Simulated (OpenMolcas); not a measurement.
**A ladder of methods for Si2H5O (SMILES [SiH2]O[SiH3])**

The species is Si2H5O (8 atoms), meant as a doublet with charge 0. SMILES: `[SiH2]O[SiH3]`. The coordinates come from a PBE0-D4/def2-TZVP relaxation. This is one conformer, not always the lowest.

```xyz
8

Si   -1.2812    0.9330   -0.8659
O    -0.3523   -0.2792   -0.2769
Si    0.7650   -0.7230    0.8359
H    -1.9028    0.4581   -2.1336
H    -0.4406    2.1420   -1.1187
H     1.2919   -2.0546    0.4531
H     0.1381   -0.7993    2.1804
H     1.8741    0.2660    0.8698
```

Each level gives the dipole moment (D). The values are calculated.

| level | kind | program | value (D) | CPU time |
| --- | --- | --- | --- | --- |
| UHF/6-311+G** | Hartree–Fock | OpenMolcas | 0.65 | 26 s |
| U-revPBE/6-311+G** | GGA | OpenMolcas | 0.49 | 83 s |
| UBLYP/6-311+G** | GGA | OpenMolcas | 0.51 | 82 s |
| UM06-L/6-311+G** | meta-GGA | OpenMolcas | 0.51 | 99 s |
| UTPSS/6-311+G** | meta-GGA | OpenMolcas | 0.51 | 1.7 min |
| UB3LYP/6-311+G** | global hybrid | OpenMolcas | 0.53 | 79 s |
| UBHLYP/6-311+G** | global hybrid | OpenMolcas | 0.58 | 80 s |
| UM06-2X/6-311+G** | hybrid meta-GGA | OpenMolcas | 0.58 | 95 s |

The values span 0.49 to 0.65 D. Magnitudes only. CPU times are rough (shared hosts, several kinds of processor): they show what a rung costs within a factor of a few.

The dipole moment is small at every level, although Si–O bonds are strongly polar. The wide Si–O–Si angle in the coordinates lets the two bond moments largely cancel, and the hydridic Si–H bonds also oppose the Si–O polarity within each arm. The pyramidal radical centre makes the two ends inequivalent, so the cancellation is incomplete.

What remains is a small difference between large contributions, which makes it sensitive to modest shifts of charge. It rises with the share of exact exchange, from 0.49–0.51 D for the semilocal functionals through 0.53 D for B3LYP to 0.58 D for BHLYP and M06-2X, and reaches 0.65 D in Hartree–Fock, probably because exact exchange favours a more ionic Si–O charge distribution. Going from GGA to meta-GGA, by contrast, changes almost nothing.

The results support a weakly polar radical in this conformer, but the close agreement among the semilocal functionals is no measure of accuracy, and without a correlated wavefunction result the ladder cannot show which value is nearest the true one.
